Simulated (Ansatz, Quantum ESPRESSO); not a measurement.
# PBE band gaps of antimonene and arsenene single layers under biaxial strain from −3 to +3 %

The decision at hand is how much in-plane strain a substrate or process may put on an antimonene or arsenene channel before its band gap, and the kind of gap, changes materially. The gap affects off-state leakage and the optical threshold, and an indirect gap makes light emission weak. We therefore follow the PBE Kohn-Sham gap of each single layer from compression to tension, with strain counted from that layer's own relaxed PBE cell and band edges measured from the vacuum level. The atomic heights are clamped, so the slopes are those of a layer that cannot adjust its thickness. Absolute gaps at this level lie below quasiparticle gaps and should not be used as device thresholds.

## Calculations

Single layers built from structure prototypes are relaxed (cell and atoms, forces under 0.01 eV/Å) with Ansatz 0.2.0 under PBE. Quantum ESPRESSO 7.5 (pw.x) with PBE and GBRV ultrasoft pseudopotentials, cutoffs 40 and 200 Ry then runs them at biaxial strains of −3, −1.5, 0, +1.5 and +3 % of both in-plane vectors, with the heights of the atoms clamped. Open boundaries along the normal by the effective screening medium; 15 Å of vacuum; meshes of 12 points along each in-plane vector; Fermi-Dirac smearing of 0.002 Ry; spin-paired, no spin-orbit coupling. Edges and gaps are read on the mesh. A second level, named in each line's rows, repeats the series at the same atoms, on the same mesh.

Notes on method and selection:

- Clamped heights leave out the change of thickness that a free layer makes under strain, which alters slopes and raises the stiffness.
- Semilocal Kohn-Sham gaps lie under quasiparticle gaps, the more so in single layers.
- Runs with a warning of large negative density or a flawed pseudopotential file, with a field left in the vacuum, or with open shells run without spin are not listed.
- Runs in which the search for lower states was switched off are not listed.
- Runs that did not converge, have known faults or may not be shown are not listed, and runs on Ansatz's PAW sets soft_1 and soft_2 are kept to separate tables.

Columns:

- strain (%): biaxial strain of both in-plane vectors against the relaxed layer.
- gap (eV): gap on the mesh, PBE.
- direct gap (eV): smallest direct gap on the mesh, PBE.
- valence edge (eV): valence-band maximum from the vacuum level (layers without a dipole).
- conduction edge (eV): conduction-band minimum from the vacuum level (layers without a dipole).
- gap, second level (eV): gap on the mesh at the second level.

## Data

```
member  layer       strain (%)  gap (eV)  direct gap (eV)  valence edge (eV)  conduction edge (eV)  gap, second level (eV)  remark
−3.0 %  antimonene  −3.0        1.118     1.806            −4.642             −3.524                1.058
−1.5 %  antimonene  −1.5        1.222     1.689            −4.754             −3.532                1.161
+0.0 %  antimonene  0.0         1.313     1.580            −4.853             −3.540                1.250                   second level: LDA, GBRV ultrasoft pseudopotentials
+1.5 %  antimonene  1.5         1.392     1.479            −4.940             −3.548                1.328
+3.0 %  antimonene  3.0         1.387     1.387            −5.016             −3.629                1.280
−3.0 %  arsenene    −3.0        1.444     2.283            −5.149             −3.706                1.502
−1.5 %  arsenene    −1.5        ?         ?                ?                  ?                     ?
+0.0 %  arsenene    0.0         1.642     1.953            −5.387             −3.745                1.703                   second level: RPBE, GBRV ultrasoft pseudopotentials made under PBE
+1.5 %  arsenene    1.5         1.722     1.806            −5.484             −3.763                1.784
+3.0 %  arsenene    3.0         1.671     1.671            −5.569             −3.898                1.741
```

Cells marked ? are withheld until the estimate has been made.

Least-squares fits to the members shown, with x = strain (%); R² and errors in the fitted variable (y, or ln y where the fit is in ln y):

```
y                layer       members  fit                                          R²    rms residual  leave-one-out rms  the same for the mean of the others
gap (eV)         antimonene  5        y = 1.319 + 0.04720 x − 0.007302 x²          0.99  0.011         0.043              0.13
gap (eV)         arsenene    4        y = 1.661 + 0.03998 x − 0.01118 x²           0.97  0.017         0.19               0.14 (fit no better)
direct gap (eV)  antimonene  5        y = 1.57991 − 0.0698667 x + 0.00184127 x²    1.00  1.5×10⁻⁴      6.0×10⁻⁴           0.19
direct gap (eV)  arsenene    4        y = 1.953000 − 0.1020000 x + 0.002666667 x²  1.00  2.2×10⁻⁹      8.0×10⁻¹⁶          0.30
```

## Reading the trend

Among the members shown, the gap of each layer widens from compression up to +1.5 % and is smaller again at +3 %, while the smallest direct gap falls throughout. Between −3 and +1.5 %, a span of 1.5 + 3.0 = 4.5 %, the mean slope is (1.392 − 1.118) / 4.5 = 0.061 eV per % in antimonene and (1.722 − 1.444) / 4.5 = 0.062 eV per % in arsenene. The later drop is 0.051 eV in arsenene but only 0.005 eV in antimonene, where the PBE gap is practically level; LDA gives antimonene a clearer drop of 0.048 eV.

The widening comes from the valence edge. From −3 to +1.5 % it sinks by 0.298 eV in antimonene and 0.335 eV in arsenene, while the conduction edge sinks by only 3.548 − 3.524 = 0.024 eV and 3.763 − 3.706 = 0.057 eV. Weaker bonding alone would push a bonding valence state up, so either the state is not purely bonding or another effect outweighs the loss of bonding. Reduced repulsion between filled shells as the atoms move apart has the right sign and is a possible cause.

At +3 % the gap equals the direct gap in both layers, whereas at +1.5 % it is still indirect. A different conduction state has become the lowest. If the smallest direct gap lies at the valence maximum throughout, adding it to the valence edge gives the energy of this state. In arsenene it falls from −5.149 + 2.283 = −2.866 eV at −3 % to −3.898 eV at +3 %, a rate of (3.898 − 2.866) / 6 = 0.172 eV per %. That is far steeper than the edge it replaces, and is what one expects of an antibonding state whose bonds are being stretched.

For design, compression narrows an indirect gap, while +3 % tension makes the gap direct at this level. Spin-orbit coupling, absent here, splits the upper valence states and matters more for antimony than for arsenic. A raised valence maximum narrows the direct and the indirect gap alike if both start from it, so it need not move the strain at which the gap turns direct.

## Predicting the missing value

Plain estimates from the members shown:

- −1.5 % (arsenene), fit at x = −1.5: 1.576 eV
- −1.5 % (arsenene), straight-line interpolation between −3.0 % and +0.0 %: w = (−1.5 − (−3.0)) / (0.0 − (−3.0)) = 0.500, so 1.444 + 0.500 × (1.642 − 1.444) = 1.543 eV
- −1.5 % (arsenene), from its own antimonene value plus the mean shift arsenene − antimonene over the other 4 members (+0.317, standard deviation 0.019): 1.222 + 0.317 = 1.539 eV

The missing arsenene member lies between rows with an indirect gap, so we use only the indirect rows at −3, 0 and +1.5 %. The quadratic fit also includes +3 %, where another conduction state sets the gap, and it does no better than the mean when members are left out. The straight line ignores the curvature: in antimonene it gives (1.118 + 1.313) / 2 = 1.216 eV against the calculated 1.222 eV.

A parabola through the three indirect rows gives, for the gap g,

g(−1.5) = g(0) + [g(−3) − g(+1.5)] / 3.

In antimonene this yields 1.313 + (1.118 − 1.392) / 3 = 1.222 eV, equal to the PBE row. With the LDA gaps it yields 1.250 + (1.058 − 1.328) / 3 = 1.160 eV, against 1.161 eV.

For arsenene the same route gives 1.642 + (1.444 − 1.722) / 3 = 1.549 eV. The conduction edge supports a single smooth branch, since it falls by 0.013 eV per % from −3 to 0 % and by 0.012 eV per % from 0 to +1.5 %. No further shift for chemistry is needed, because all three inputs are arsenene's own.

The larger of the two test misses, 0.001 eV, serves as the standard deviation. Both tests come from antimonene, so a change of band extremum peculiar to arsenene would not be covered.

**Committed estimate, −1.5 % (arsenene): gap = 1.549 ± 0.001 eV.**

## Check

```
member  layer     strain (%)  gap (eV)  direct gap (eV)  valence edge (eV)  conduction edge (eV)  gap, second level (eV)
−1.5 %  arsenene  −1.5        1.550     2.113            −5.276             −3.726                1.610
```

```
member             estimate               gap (eV)  computed  estimate − computed  miss in error bars
−1.5 % (arsenene)  committed              1.549     1.550     −0.001               1.0
−1.5 % (arsenene)  fit                    1.576     1.550     +0.026
−1.5 % (arsenene)  interpolation          1.543     1.550     −0.007
−1.5 % (arsenene)  shift from antimonene  1.539     1.550     −0.011
```

The estimate of 1.549 eV fell 0.001 eV below the computed 1.550 eV, at the edge of its error bar. It did better than all three plain estimates, which missed by +0.026 eV (fit), −0.007 eV (interpolation) and −0.011 eV (shift from antimonene).

Keeping to the rows with an indirect gap was the right choice. The new row is indirect too, with a direct gap of 2.113 eV, and it lies on the same smooth branch. The shift from antimonene failed only because its mean included the +3 % rows. The difference between the layers runs from 1.444 − 1.118 = 0.326 eV to 1.722 − 1.392 = 0.330 eV in the four indirect pairs, but 1.671 − 1.387 = 0.284 eV at +3 %.

The new row also confirms which edge moves. From −3 to −1.5 % the valence edge of arsenene sinks by 5.276 − 5.149 = 0.127 eV and the conduction edge by 3.726 − 3.706 = 0.020 eV. Why the valence edge sinks is not settled by this, and weaker repulsion between filled shells remains a conjecture.

## Exceptions

Least-squares fits to the whole series, with x = strain (%); R² and errors in the fitted variable (y, or ln y where the fit is in ln y):

```
y                layer       members  fit                                        R²    rms residual  leave-one-out rms  the same for the mean of the others
gap (eV)         antimonene  5        y = 1.319 + 0.04720 x − 0.007302 x²        0.99  0.011         0.043              0.13
gap (eV)         arsenene    5        y = 1.652 + 0.04173 x − 0.01035 x²         0.97  0.018         0.070              0.12
direct gap (eV)  antimonene  5        y = 1.57991 − 0.0698667 x + 0.00184127 x²  1.00  1.5×10⁻⁴      6.0×10⁻⁴           0.19
direct gap (eV)  arsenene    5        y = 1.95334 − 0.102067 x + 0.00263492 x²   1.00  3.5×10⁻⁴      0.0013             0.27
```

Largest departures from the fit to the whole series:

```
member  layer       gap (eV)  fit    computed − fit  in rms residuals
+1.5 %  antimonene  1.392     1.373  +0.019          1.7
+1.5 %  arsenene    1.722     1.691  +0.031          1.7
−1.5 %  arsenene    1.550     1.566  −0.016          0.9
−1.5 %  antimonene  1.222     1.232  −0.010          0.9
```

The largest departures are the two +1.5 % rows, which lie above their fits by 0.031 eV in arsenene and 0.019 eV in antimonene. The cause is the form of the fit. Between +1.5 and +3 % another conduction state takes over and the gap turns from rising to falling, and a single parabola rounds off this corner and passes below the last point before it.

The sizes agree with this reading. In arsenene the slope goes from (1.722 − 1.642) / 1.5 = +0.053 to (1.671 − 1.722) / 1.5 = −0.034 eV per %, while in antimonene it goes from +0.053 to only −0.003 eV per %. The sharper corner has the larger misfit. The −1.5 % rows, 0.016 and 0.010 eV below their fits, belong to the same misfit. The direct gaps, which have no such corner, follow a parabola with a leave-one-out error of about 0.001 eV or less.

## Conclusions and limits

From −3 to +1.5 % both gaps are indirect and widen with tension; at +3 % both are direct. The turn can be placed roughly by carrying the indirect gap on at its last slope, 0.053 eV per %, to meet the direct gap. The direct gap falls by (1.479 − 1.387) / 1.5 = 0.061 eV per % in antimonene and (1.806 − 1.671) / 1.5 = 0.090 eV per % in arsenene. The crossing then lies at 1.5 + (1.479 − 1.392) / (0.053 + 0.061) = 2.3 % in antimonene and 1.5 + (1.806 − 1.722) / (0.053 + 0.090) = 2.1 % in arsenene.

In both layers the gap at −1.5 % follows to about 0.001 eV from the three other indirect rows, whereas the arsenene parabola that also took in the +3 % row missed it by 0.026 eV.

Around zero strain the arsenene gap changes by (1.722 − 1.550) / 3 = 0.057 eV per %, so a strain variation of 0.1 % across a device shifts it by about 6 meV. Antimonene gives the same figure.

Quasiparticle corrections would raise the gaps well above the PBE values listed. Spin-orbit coupling would lower the antimonene gap, mainly by raising the valence maximum. The mesh may also miss the true conduction minimum of the indirect gap; a lower minimum would move the turn to a direct gap to larger strain.

[Logs are printed without paths, hosts, clocks, repeated set-up lines and the standing remarks that a program may print on its own settings, such as how far it seeks lower states.]
